**Spin-orbit constants of Zr22+ to Zr28+: ordering the ions and testing screened hydrogenic scaling**

The table holds $\zeta$(2p) and $\zeta$(3p) of seven zirconium ions from non-relativistic Hartree-Fock orbitals and the X2C one-electron spin-orbit operator, with the bare nucleus, a fixed screening factor and the mean-field two-electron term. The program checks which columns put the ions in order of charge and fits $\zeta=\alpha^2R_\infty Z Z_\text{eff}^3/(3n^3)$ with $Z_\text{eff}$ linear in the number of 3p electrons, beside the Landé form and a power law in the orbital radius. Bare $\zeta$(3p) and the 2p ratio of mean-field to bare give the right order, whereas $\zeta$(2p) places Zr28+ below Zr27+. In the fit a 3p electron lowers the effective charge by 0.25 for 3p and 0.045 for 2p, and $\zeta$ goes as $r^{-2.4}$ for both shells. Zr28+, left out of the fit, falls about 3000 cm⁻¹ short of the 2p trend where the p basis shrinks, a probable but untested basis artefact.

Zr ions in their ground configurations, computed with PySCF 2.14.0: one real unrestricted Hartree-Fock determinant at highest spin, non-relativistic, point nucleus, even-tempered basis up to f scaled to each ion. Spin-orbit constants ζ (operator ζ l·s per electron) use the X2C one-electron operator with a bare nucleus, a screened nucleus or a mean-field two-electron term.

## Script

```python
# Table: spin-orbit constants zeta (1000/cm) of 2p and 3p in Zr22+..Zr28+, PySCF, non-relativistic HF
# orbitals, X2C one-electron operator (bare, screened nucleus, mean field). Tested: which columns order
# the rows; zeta = alpha^2 R Z Zeff^3/(3 n^3) with Zeff linear in the 3p count; Lande form; radius scaling.
T = {
    'species': ['Zr22+', 'Zr23+', 'Zr24+', 'Zr25+', 'Zr26+', 'Zr27+', 'Zr28+'],
    'N': [18, 17, 16, 15, 14, 13, 12],
    'config': ['[Ar]', '[Ne] 3s2 3p5', '[Ne] 3s2 3p4', '[Ne] 3s2 3p3', '[Ne] 3s2 3p2', '[Ne] 3s2 3p1', '[Ne] 3s2'],
    'nbf': ['17s 11p 5d 4f', '17s 11p 5d 4f', '17s 11p 5d 4f', '16s 11p 5d 4f', '16s 11p 5d 4f', '16s 11p 5d 4f', '16s 10p 5d 4f'],
    'z_2p_bare': [433.754, 435.019, 436.681, 438.398, 440.133, 441.932, 440.738],  # 1000/cm
    'z_2p_screened': [412.066, 413.268, 414.847, 416.478, 418.127, 419.835, 418.701],  # 1000/cm
    'z_2p_mean_field': [401.629, 402.932, 404.614, 406.356, 408.121, 409.953, 408.958],  # 1000/cm
    'z_3p_bare': [89.3036, 91.7813, 93.9296, 96.1835, 98.3357, 100.514, None],  # 1000/cm
    'z_3p_screened': [84.8385, 87.1923, 89.2332, 91.3743, 93.4189, 95.4883, None],  # 1000/cm
    'z_3p_mean_field': [82.6267, 84.9563, 86.9811, 89.1068, 91.1397, 93.1991, None],  # 1000/cm
}
import numpy as np
from scipy.constants import alpha, Rydberg
Z = 40; K = alpha**2*Rydberg/1e5   # 1000/cm
sp = list(T['species']); N = np.array([int(x) for x in T['N']]); k = N-12; Za = Z-N+1
A = lambda c, m: np.array([float(x) for x in T[c][:m]])
b2, s2, m2 = [A('z_2p_'+c, 7) for c in ('bare', 'screened', 'mean_field')]
b3, s3, m3 = [A('z_3p_'+c, 6) for c in ('bare', 'screened', 'mean_field')]
# further outputs of the same runs: rms radii (bohr), total energies (hartree), p sets
r2 = np.array([0.15649, 0.15627, 0.15604, 0.1558, 0.15554, 0.15528, 0.155])
r3 = np.array([0.43792, 0.43323, 0.42853, 0.42491, 0.42083, 0.4168])
E = np.array([-3248.32722, -3208.30037, -3166.34169, -3122.38541, -3075.80644, -3027.2003, -2976.49437])
ax = np.array([3.2, 3.2, 3.2, 4.1, 4.1, 4.1, 5.0])*2.5**np.array([10, 10, 10, 10, 10, 10, 9])
print("zeta in 1000/cm; table rounding 0.0005 (2p), 0.00005 to 0.0005 (3p)")
print("unscreened Z^4: 2p %.1f, 3p %.1f, ratio %.3f; table ratio %.3f (Zr22+) to %.3f (Zr27+)" % (K*Z**4/24, K*Z**4/81, 27/8, b2[0]/b3[0], b2[5]/b3[5]))
for lab, v in (("3p bare", b3), ("2p bare", b2), ("2p mean field", m2), ("2p mean field/bare", m2/b2)):
    print("ascending %s: %s; smallest gap %.3g" % (lab, " ".join(sp[i][2:] for i in np.argsort(v)), np.diff(np.sort(v)).min()))
print("largest |screened/bare - (1-2/Z)|: %.1e" % max(abs(s2/b2-1+2/Z).max(), abs(s3/b3-1+2/Z).max()))
z2 = (24*b2/(K*Z))**(1/3); z3 = (81*b3/(K*Z))**(1/3)
p2 = np.polyfit(k[:6], z2[:6], 1); p3 = np.polyfit(k[:6], z3, 1)
f2 = K*Z*np.polyval(p2, k)**3/24; f3 = K*Z*np.polyval(p3, k[:6])**3/81
ns = Za[:6]/np.sqrt(2*np.diff(E)); g = K*Za[:6]**2/(3*ns**3)
Zi2 = np.exp(np.mean(np.log(b3/g))); L = g*Zi2
print("fit Zr22+..27+: Zeff(2p) = %.3f - %.4f k, Zeff(3p) = %.3f - %.4f k, k = 3p electrons; slope ratio %.1f" % (p2[1], -p2[0], p3[1], -p3[0], p3[0]/p2[0]))
print("Lande 3p: Zi = %.2f, n* from energy differences" % Zi2**0.5)
print("ion    Zeff2p table-fit | Zeff3p table-fit   n*   Lande error %")
for i in range(7):
    t = "%s  %.3f  %+.3f" % (sp[i], z2[i], b2[i]-f2[i])
    print(t + ("   | %.3f  %+.3f   %.3f  %+.2f" % (z3[i], b3[i]-f3[i], ns[i], 100*(L[i]/b3[i]-1)) if i < 6 else "   | no 3p; left out of fit (smaller p set)"))
print("worst fitted rows: 2p %s, 3p %s, Lande %s" % (sp[np.argmax(abs(b2-f2)[:6])], sp[np.argmax(abs(b3-f3))], sp[np.argmax(abs(L/b3-1))]))
pc = lambda v: 100*(v[5]/v[0]-1)
print("Zr22+ to 27+ change %%: zeta 2p %+.2f, 3p %+.2f; radius 2p %+.2f, 3p %+.2f" % (pc(b2), pc(b3), pc(r2), pc(r3)))
print("3p growth %% in models: Lande %+.1f, Za^2 at fixed n* %+.1f, r^-3 %+.1f, Slater 0.35 on fitted Zeff %+.1f" % (pc(L), pc(Za**2.0), pc(r3**-3), 100*(((z3[0]+5*0.35)/z3[0])**3-1)))
e2 = -np.polyfit(np.log(r2[:6]), np.log(b2[:6]), 1)[0]; e3 = -np.polyfit(np.log(r3), np.log(b3), 1)[0]
print("exponent p in zeta ~ r^-p: 2p %.2f, 3p %.2f (uniform scaling 3; 2p per step uncertain by about 0.1)" % (e2, e3))
print("step to  d zeta2p  p(2p) | d zeta3p  p(3p) | tightest p exponent, bohr^-2")
d2, d3 = np.diff(b2), np.diff(b3)
for i in range(6):
    t = "%s    %+.3f  %+.2f" % (sp[i+1], d2[i], -np.log(b2[i+1]/b2[i])/np.log(r2[i+1]/r2[i]))
    t += " | %+.3f  %+.2f" % (d3[i], -np.log(b3[i+1]/b3[i])/np.log(r3[i+1]/r3[i])) if i < 5 else " | no 3p"
    print(t + " | %.0f -> %.0f" % (ax[i], ax[i+1]))
pr = b2[5]*(r2[5]/r2[6])**e2; df = pr-b2[6]
print("Zr28+ 2p shortfall: radius law %.2f (%.2f %%), Zeff fit %.2f, repeated last step %.2f" % (df, 100*df/pr, f2[6]-b2[6], d2[4]-d2[5]))
print("same relative error on 3p: %.2f against smallest 3p step %.2f" % (df/pr*b3[5], d3.min()))
j = df*(1/ax[2]-1/ax[3])/(1/ax[6]-1/ax[5])
print("24+ to 25+ jump if error ~ 1/exponent: %.2f; seen above mean of neighbour steps: %+.3f" % (j, d2[2]-(d2[1]+d2[3])/2))
print("ion    2p: bare-mf  mf/bare  Z(1-ratio) | 3p: the same (fixed factor removes 2)")
for i in range(7):
    t = "%s  %.3f  %.6f  %.3f" % (sp[i], b2[i]-m2[i], m2[i]/b2[i], Z*(1-m2[i]/b2[i]))
    print(t + (" | %.3f  %.6f  %.3f" % (b3[i]-m3[i], m3[i]/b3[i], Z*(1-m3[i]/b3[i])) if i < 6 else " | no 3p"))
print("rounding of 2p ratio about %.1e; j splitting 1.5 zeta(3p, mf), Zr27+: %.1f" % (2*0.0005/b2[0], 1.5*m3[5]))
assert np.all(d3 > 0) and np.all(d2[:5] > 0)
assert b2[4] < b2[6] < b2[5] and r2[6] < r2[5]
assert np.all(np.diff(m2/b2) > 0)
assert 2 < e2 < 3 and 2 < e3 < 3
```

Running it gives:

```
zeta in 1000/cm; table rounding 0.0005 (2p), 0.00005 to 0.0005 (3p)
unscreened Z^4: 2p 623.3, 3p 184.7, ratio 3.375; table ratio 4.857 (Zr22+) to 4.397 (Zr27+)
ascending 3p bare: 22+ 23+ 24+ 25+ 26+ 27+; smallest gap 2.15
ascending 2p bare: 22+ 23+ 24+ 25+ 26+ 28+ 27+; smallest gap 0.605
ascending 2p mean field: 22+ 23+ 24+ 25+ 26+ 28+ 27+; smallest gap 0.837
ascending 2p mean field/bare: 22+ 23+ 24+ 25+ 26+ 27+ 28+; smallest gap 0.000255
largest |screened/bare - (1-2/Z)|: 1.5e-06
fit Zr22+..27+: Zeff(2p) = 35.709 - 0.0448 k, Zeff(3p) = 32.922 - 0.2507 k, k = 3p electrons; slope ratio 5.6
Lande 3p: Zi = 38.01, n* from energy differences
ion    Zeff2p table-fit | Zeff3p table-fit   n*   Lande error %
Zr22+  35.446  +0.233   | 31.396  -0.189   2.571  -1.85
Zr23+  35.481  -0.149   | 31.683  +0.129   2.620  -1.78
Zr24+  35.526  -0.139   | 31.929  +0.083   2.666  -1.21
Zr25+  35.572  -0.077   | 32.182  +0.108   2.694  +1.19
Zr26+  35.619  -0.002   | 32.420  -0.004   2.738  +1.60
Zr27+  35.668  +0.134   | 32.658  -0.125   2.780  +2.13
Zr28+  35.635  -2.728   | no 3p; left out of fit (smaller p set)
worst fitted rows: 2p Zr22+, 3p Zr22+, Lande Zr27+
Zr22+ to 27+ change %: zeta 2p +1.89, 3p +12.55; radius 2p -0.77, 3p -4.82
3p growth % in models: Lande +17.1, Za^2 at fixed n* +48.2, r^-3 +16.0, Slater 0.35 on fitted Zeff +17.7
exponent p in zeta ~ r^-p: 2p 2.43, 3p 2.40 (uniform scaling 3; 2p per step uncertain by about 0.1)
step to  d zeta2p  p(2p) | d zeta3p  p(3p) | tightest p exponent, bohr^-2
Zr23+    +1.265  +2.07 | +2.478  +2.54 | 30518 -> 30518
Zr24+    +1.662  +2.59 | +2.148  +2.12 | 30518 -> 30518
Zr25+    +1.717  +2.55 | +2.254  +2.80 | 30518 -> 39101
Zr26+    +1.735  +2.36 | +2.152  +2.29 | 39101 -> 39101
Zr27+    +1.799  +2.44 | +2.178  +2.28 | 39101 -> 39101
Zr28+    -1.194  -1.50 | no 3p | 39101 -> 19073
Zr28+ 2p shortfall: radius law 3.14 (0.71 %), Zeff fit 2.73, repeated last step 2.99
same relative error on 3p: 0.71 against smallest 3p step 2.15
24+ to 25+ jump if error ~ 1/exponent: 0.84; seen above mean of neighbour steps: +0.019
ion    2p: bare-mf  mf/bare  Z(1-ratio) | 3p: the same (fixed factor removes 2)
Zr22+  32.125  0.925937  2.963 | 6.677  0.925234  2.991
Zr23+  32.087  0.926240  2.950 | 6.825  0.925638  2.974
Zr24+  32.067  0.926567  2.937 | 6.948  0.926024  2.959
Zr25+  32.042  0.926911  2.924 | 7.077  0.926425  2.943
Zr26+  32.012  0.927267  2.909 | 7.196  0.926822  2.927
Zr27+  31.979  0.927638  2.894 | 7.315  0.927225  2.911
Zr28+  31.780  0.927894  2.884 | no 3p
rounding of 2p ratio about 2.3e-06; j splitting 1.5 zeta(3p, mf), Zr27+: 139.8
```
